The highest Kohn-Sham level of fourfold-charged ions as a fifth ionisation energy

How much energy does it take to remove a fifth electron from an ion that has lost four, and can one orbital energy give it? For the d ions of groups 11 to 13 the answer lies between about 60 and 90 eV. In the calculation, one more proton together with one more d electron adds only 2 to 3 eV. Going from 3d to 4d takes off about 14 eV (16.7 eV in the NIST values for Ga4+ and In4+), and from 4d to 5d another 6 to 7 eV. Removal from 2p costs about 150 eV and from 1s over 300 eV. As an estimate of the ionisation energy, the LB94 eigenvalue errs by 1 to 7 % of the reference.

Fourfold-charged ions of groups 11 to 13, computed with radks 1 (radial solver, with Libxc): all-electron Dirac Kohn-Sham, LB94 model potential, spherical densities, no spin polarisation, Fermi nucleus. Ions are in the ground configuration that NIST lists, with j = l − 1/2 subshells filled first. Minus the highest occupied eigenvalue estimates the ionisation energy.

```
species   Z  electrons  configuration  −ε(highest occupied) (eV)  highest level mean radius (bohr)  highest level  NIST table (eV)  kind of table value  stated uncertainty (eV)  computed less table (eV)
   Cu4+  29         25       [Ar] 3d7                     82.274                           0.80316          3d5/2             79.8       semi-empirical                      0.7                      2.47
   Ag4+  47         43       [Kr] 4d7                     68.537                            1.2077          4d5/2              n/a                  n/a                      n/a                       n/a
   Au4+  79         75  [Xe] 4f14 5d7                     62.598                            1.3993          5d5/2              n/a                  n/a                      n/a                       n/a
   Zn4+  30         26       [Ar] 3d8                     84.972                           0.77179          3d5/2             82.6       semi-empirical                      0.9                      2.37
   Cd4+  48         44       [Kr] 4d8                     71.358                            1.1610          4d5/2              n/a                  n/a                      n/a                       n/a
   Hg4+  80         76  [Xe] 4f14 5d8                     64.918                            1.3563          5d5/2             61.2             measured                      0.2                      3.72
    B4+   5          1            1s1                     320.71                           0.30553          1s1/2              n/a                  n/a                      n/a                       n/a
   Al4+  13          9   [He] 2s2 2p5                     152.48                           0.56510          2p3/2         153.8252       semi-empirical                   0.0025                     -1.34
   Ga4+  31         27       [Ar] 3d9                     87.624                           0.74293          3d5/2            86.01       semi-empirical                     0.12                      1.61
   In4+  49         45       [Kr] 4d9                     74.164                            1.1181          4d5/2             69.3       semi-empirical                      1.2                      4.86
   Tl4+  81         77  [Xe] 4f14 5d9                     67.240                            1.3160          5d5/2             62.6             measured                      0.4                      4.64
```

Here ε is the eigenvalue of the highest occupied level, ⟨r⟩ is the mean radius of that level, and the last column is −ε less the NIST value. In exact Kohn-Sham theory −ε equals the ionisation energy, because both fix the exponential decay of the density. A local-density potential spoils this: it dies off too fast, so the electron keeps feeling part of its own charge. LB94 adds a gradient term built to approach −1/r, and an electron far from a +4 ion then moves in −5/r, as it should. That tail is an ingredient of the calculation, and nothing below tests it.

The rows fall into three kinds of state. Nine ions are d7, d8 or d9. With d3/2 filled first, their highest level is a d5/2 holding three, four or five electrons, and these nine can be compared like with like. B4+ and Al4+ have lost their valence shells and give up a 1s and a 2p electron, so the fall from 320.71 through 152.48 to 87.62 eV in group 13 is a change of shell and no valence trend. Spin polarisation is off although every ion has an open shell.

Tail and penetration

In a pure −5/r potential a level of principal quantum number n is bound by 25 rydberg/n², or 340.1 eV/n². Writing the computed value in the same form defines an effective quantum number n*:

−ε = 340.1 eV / n*²

For Cu4+, n* = √(340.1/82.27) = 2.033, against n = 3, and the pure tail would bind the level by 37.8 eV, less than half the computed value. For Au4+ it would give 13.6 eV against 62.60 eV. Every row except B4+ is bound more strongly than the tail allows. The d electron spends its time among the other electrons of its shell, where the nucleus is far from fully screened, so its energy is set inside the ion and the tail plays the smaller part. The defect n − n* measures this penetration. It restates the table and fits nothing.

Along a series: the orbital shrinks, the level hardly moves

The simplest picture puts the electron in the field of one screened charge ζ. In atomic units, with l the orbital quantum number,

−ε = ζ² / (2n²)

⟨r⟩ = [3n² − l(l+1)] / (2ζ)

Eliminating ζ gives −ε ∝ ⟨r⟩⁻², with no free parameter. From Cu4+ to Ga4+ the radius ratio is 0.80316/0.74293 = 1.081, its square is 1.169, and the predicted Ga4+ value is 82.27 × 1.169 = 96.2 eV. The calculation gives 87.62 eV, a rise of 5.35 eV where the model asks for 13.9 eV. A power law −ε ∝ ⟨r⟩^(−p), fitted to the three ions of each series, gives p = 0.81, 1.02 and 1.17 for 3d, 4d and 5d, near 1 and far from 2. The two formulas also disagree on ζ itself: Cu4+ needs 7.38 for its energy and 13.07 for its radius. Per step of the 3d series the charge read from the radius grows by 0.53, near the 0.65 of Slater's rules, while that read from the energy grows by 0.12.

Electrostatics accounts for the split. The size of an orbital follows the force on the electron, which depends on the charge enclosed within its radius. A spherical shell of charge lying outside exerts no force but lifts the potential inside by a constant. An added d electron lies partly outside its companions, so it screens the added proton poorly as far as the force goes, and the orbital contracts; it still raises their energy.

The Ga4+ run lets the step be sized. With orbitals frozen, the new proton lowers the d level by ⟨1/r⟩, which is 47.4 eV, and the new electron raises it by the spherical repulsion integral F⁰, which is 33.7 eV. The net lowering of 13.6 eV is five times the computed 2.65 eV from Zn4+ to Ga4+, so the frozen picture fails too, by 11 eV. What it omits is the response of the other electrons. In the Cu4+ and Ga4+ runs the 3s, 3p and 3d orbitals all have mean radii between 0.65 and 0.80 bohr, and all shrink by about 4 % per proton. The repulsion of two similar clouds scales as the inverse of their common size, and about half of the change comes from each cloud. The contraction of the d orbital itself leaves its eigenvalue unchanged to first order, so only the half due to the surrounding density counts. For the 16 other electrons of the n = 3 shell, each repelling by about 34 eV, this is 16 × 34 eV × 0.04 / 2, of the order of 10 eV. The estimate ignores exchange and is good for the size only, but the size is the one needed: the small step is the remainder of a near cancellation among terms of tens of eV.

The same runs support the argument from another side. Between Cu4+ and Ga4+ the 3s level drops by 11.49 eV per proton, 3p3/2 by 8.14 eV and 3d5/2 by 2.67 eV, although the three have similar mean radii. The order follows ⟨1/r⟩, which in the Ga4+ run is largest for 3s and smallest for 3d5/2: s and p orbitals have inner lobes close to the nucleus, and the centrifugal barrier keeps the d electron out. This comparison covers those two ions only.

Within each series the two steps agree to 0.05 eV or better. A spherical, unpolarised ion has no term structure that could change with the d count, but the term shifts estimated below are nearly equal for d7, d8 and d9, so they would hardly disturb this evenness. The computed level should carry on the same way to the d10 ion of the next group, which is not in the table; there neither d10 nor d9 has a term lowering, so the true step should exceed the computed one by the size of that shift, about 2 eV in 3d. One group further, the electron removed is an s electron outside a closed d shell, and the energy should fall sharply.

Down a group

From 3d to 4d the radius grows by 50 % in each group, and from 4d to 5d by 16 to 18 %. The 3d orbital has no radial node and nothing of its own symmetry beneath it, which makes it unusually compact. The 4d orbital must be orthogonal to it and is pushed out. The 5d orbital is pushed out again, but 32 protons have been added in place of 18, and fourteen of the accompanying electrons fill a 4f shell that screens imperfectly. This is the lanthanide contraction, standard physics and in line with the radii, though no column isolates it.

The energy falls far more slowly than 1/n². In group 11, n* runs 2.03, 2.23, 2.33 while n runs 3, 4, 5, so the defect takes up about 0.8 of the first added unit and 0.9 of the second. The added node forms inside the core, and the outer lobe of the heavier ion is larger but still buried in a cloud of more electrons round a larger nuclear charge. Down a group the exponent p is 0.41 to 0.62, lower than along any series, so size alone does not fix the energy. One line a + b/⟨r⟩ fitted through the nine d ions leaves an rms misfit of 1.45 eV and misses In4+ by +2.90 eV and Au4+ by −2.34 eV, with each series steeper than the line. Its constants carry no physical meaning.

Relativity is mixed into the 5d rows. Contracted s and p shells screen the d electrons better, and spin-orbit coupling lifts d5/2 by two fifths of the doublet gap; both reduce −ε. In 3d the gap is small, 0.38 eV in Cu4+ and 0.53 eV in Ga4+. All rows are Dirac solutions, so the relativistic share cannot be separated from the 4f effect. The 5d step of 2.32 eV is smaller than the 4d step of about 2.8 eV, which widens the 4d to 5d fall from 5.94 to 6.92 eV across the groups. Each step is the small remainder of a near cancellation, so a difference of this size needs no relativistic cause, and the table does not assign one.

One electron: B4+

B4+ is hydrogen-like, and the Dirac formula for a point nucleus of infinite mass gives 340.26 eV. The computed 320.71 eV is 19.55 eV low, −5.7 % of the exact value and the largest error in eV among the rows that can be checked. The orbital is slightly swollen, 0.3055 against 0.2999 bohr. Here the single-charge model nearly holds, with ζ = 4.86 from the energy and 4.91 from the radius: the electron screens the nucleus from itself by about a tenth of a charge.

For one electron the Hartree and exchange potentials should cancel at every r. LB94 offers, for spin density ρσ and x = |∇ρσ|/ρσ^(4/3),

v = −(6ρσ/π)^(1/3) − β ρσ^(1/3) x² / (1 + 3β x arsinh x), with β = 0.05

Averaged over the exact non-relativistic 1s density, with half an electron in each spin, the Hartree term is 5Z/8 hartree = 85.0 eV, the local term −38.6 eV and the gradient term −24.2 eV. The sum, 85.0 − 38.6 − 24.2 = 22.2 eV, is the first-order rise of the level, to be set beside the computed 19.55 eV. Nothing is fitted; relaxation and correlation are left out, and both would lower the figure. The estimate shows why a correct tail does not help. On this density r times the gradient term reaches −0.94 only at 10 bohr and is −0.27 at 0.3 bohr, where the electron is. With the whole electron in one spin the local term becomes −48.6 eV and the remainder 12.0 eV, so by this estimate nearly half of the self-interaction error comes from switching spin off.

Errors of the many-electron ions

The six d ions with a NIST value are all overbound, by 1.61 to 4.86 eV, and Al4+ is underbound by 1.34 eV, −0.9 % of its table value. No uniform shift repairs both. Before the potential is blamed, the terms must be counted. The real process joins the ground term of dⁿ to that of dⁿ⁻¹, while a spherical ion knows only something like the average of each configuration. Hund's rules put the ground term below the average by an amount fixed by the Slater integrals F² and F⁴. For d9 there is one term and no lowering. For the ³F term of d8, with the Ga4+ integrals,

ΔE = (−58 F² + 5 F⁴)/441 = (−58 × 15.78 + 5 × 9.85)/441 eV = −1.96 eV

The final ion gains this and the initial ion gains nothing, so the true ionisation energy lies about 2.0 eV below the average one, and the Ga4+ error of +1.61 eV becomes −0.4 eV. The lowerings for d7 (⁴F) and d6 (⁵D) are 4.00 and 6.10 eV with the same integrals, so each further hole gains about 2 eV more. Scaled by 1/⟨r⟩, they bring Zn4+ and Cu4+ to +0.4 and +0.5 eV, inside stated uncertainties of 0.9 and 0.7 eV; the Ga4+ remainder exceeds its 0.12 eV. Term energy thus has the sign and size of the 3d errors. This is an argument, since the integrals are unrelaxed and an unpolarised eigenvalue is not strictly a difference of configuration averages.

For In4+, Hg4+ and Tl4+ the argument falls short. Their larger orbitals have smaller integrals, and the shift is of the order of 1 eV against errors of 6 to 7 % of the table value, which leaves 2.6 to 3.6 eV; in 5d, LS coupling is itself a poor description, and Breit and QED terms are absent throughout. Nothing here locates the cause or ties it to the gradient term, and part of it may lie in the reference values, of which that for In4+ is semi-empirical and uncertain by 1.2 eV. For Al4+ the ³P term of 2p4 also lies below its average, which would make the error positive, so terms cannot explain it. A remainder of self-repulsion in a compact shell, as in B4+, is a guess.

Differences between neighbours fare better than absolute values only where the two errors are alike: from Ga4+ to In4+ the computed fall of 13.46 eV misses the table's 16.71 ± 1.21 eV by 3.25 eV. The computed steps from Cu4+ to Zn4+ and from Zn4+ to Ga4+ and the fall from In4+ to Tl4+ agree with the NIST differences within combined uncertainties of about 1 eV, which also means that the order of the errors within those pairs is not resolved. From Hg4+ to Tl4+, both measured, the computed 2.32 eV exceeds the table's 1.40 ± 0.45 eV by twice the uncertainty. The output printed below gives the effective charges, residuals and term shifts row by row.

Numerical output:

```
ion level | -eps eV | pure -5/r eV | n* | n-n* | charge from energy | charge from radius
Cu4+ 3d5/2 | 82.27 | 37.8 | 2.033 | 0.97 | 7.38 | 13.07
Ag4+ 4d5/2 | 68.54 | 21.3 | 2.228 | 1.77 | 8.98 | 17.39
Au4+ 5d5/2 | 62.60 | 13.6 | 2.331 | 2.67 | 10.72 | 24.66
Zn4+ 3d5/2 | 84.97 | 37.8 | 2.001 | 1.00 | 7.50 | 13.60
Cd4+ 4d5/2 | 71.36 | 21.3 | 2.183 | 1.82 | 9.16 | 18.09
Hg4+ 5d5/2 | 64.92 | 13.6 | 2.289 | 2.71 | 10.92 | 25.44
B4+ 1s1/2 | 320.71 | 340.1 | 1.030 | -0.03 | 4.86 | 4.91
Al4+ 2p3/2 | 152.48 | 85.0 | 1.494 | 0.51 | 6.70 | 8.85
Ga4+ 3d5/2 | 87.62 | 37.8 | 1.970 | 1.03 | 7.61 | 14.13
In4+ 4d5/2 | 74.16 | 21.3 | 2.142 | 1.86 | 9.34 | 18.78
Tl4+ 5d5/2 | 67.24 | 13.6 | 2.249 | 2.75 | 11.12 | 26.22
along each series, -eps ~ <r>^-p (single screened charge: p = 2; rounding moves p by about 0.002)
3d: steps 2.70, 2.65 eV; total -eps +6.5%, <r> -7.5%; p 0.81; charge per step: energy 0.12, radius 0.53
4d: steps 2.82, 2.81 eV; total -eps +8.2%, <r> -7.4%; p 1.02; charge per step: energy 0.18, radius 0.70
5d: steps 2.32, 2.32 eV; total -eps +7.4%, <r> -6.0%; p 1.17; charge per step: energy 0.20, radius 0.78
group 11: 3d->4d -13.74 eV, <r> +50%, p 0.45; 4d->5d -5.94 eV, <r> +16%, p 0.62
group 12: 3d->4d -13.61 eV, <r> +50%, p 0.43; 4d->5d -6.44 eV, <r> +17%, p 0.61
group 13: 3d->4d -13.46 eV, <r> +50%, p 0.41; 4d->5d -6.92 eV, <r> +18%, p 0.60
one line for nine d ions: -eps = 39.8 + 35.2/<r> eV; rms misfit 1.45 eV (rounding 0.0005 eV)
residuals eV: Cu4+ -1.34, Zn4+ -0.43, Ga4+ +0.45, Ag4+ -0.39, Cd4+ +1.26, In4+ +2.90, Au4+ -2.34, Hg4+ -0.82, Tl4+ +0.71
frozen step at Ga4+: <1/r> 47.4 - F0 33.7 = 13.6 eV; computed Zn->Ga 2.65 eV; ratio 5.1
level drop per proton Cu->Ga, eV: 3s1/2 11.49, 3p3/2 8.14, 3d3/2 2.75, 3d5/2 2.67
3d spin-orbit gap: Cu4+ 0.38, Ga4+ 0.53 eV
B4+ Dirac: 340.26 eV, computed less exact -19.55 eV (-5.7%); <r> exact 0.2999, computed 0.3055 bohr
B4+ first order, unpolarised: Hartree 85.0, LDA exchange -38.6, gradient term -24.2, left over 22.2 eV
r times gradient term (limit -1): r=0.3 bohr -0.27, r=1 bohr -0.62, r=3 bohr -0.83, r=10 bohr -0.94
B4+ first order, polarised: Hartree 85.0, LDA exchange -48.6, gradient term -24.4, left over 12.0 eV
term lowering with Ga4+ integrals, eV: d9 0.00, d8 -1.96, d7 -4.00, d6 -6.10
ion | error eV | % | table unc eV | term shift eV (Ga4+ integrals scaled by 1/<r>; rough for 4d, 5d) | error after shift
Cu4+ | +2.47 | +3.1 | 0.7 | -1.9 | +0.5
Zn4+ | +2.37 | +2.9 | 0.9 | -2.0 | +0.4
Hg4+ | +3.72 | +6.1 | 0.2 | -1.1 | +2.6
Al4+ | -1.34 | -0.9 | 0.0025
Ga4+ | +1.61 | +1.9 | 0.12 | -2.0 | -0.4
In4+ | +4.86 | +7.0 | 1.2 | -1.3 | +3.6
Tl4+ | +4.64 | +7.4 | 0.4 | -1.1 | +3.5
Cu4+->Zn4+: computed +2.70, table +2.80 +- 1.14 eV
Zn4+->Ga4+: computed +2.65, table +3.41 +- 0.91 eV
Hg4+->Tl4+: computed +2.32, table +1.40 +- 0.45 eV
In4+->Tl4+: computed -6.92, table -6.70 +- 1.26 eV
```
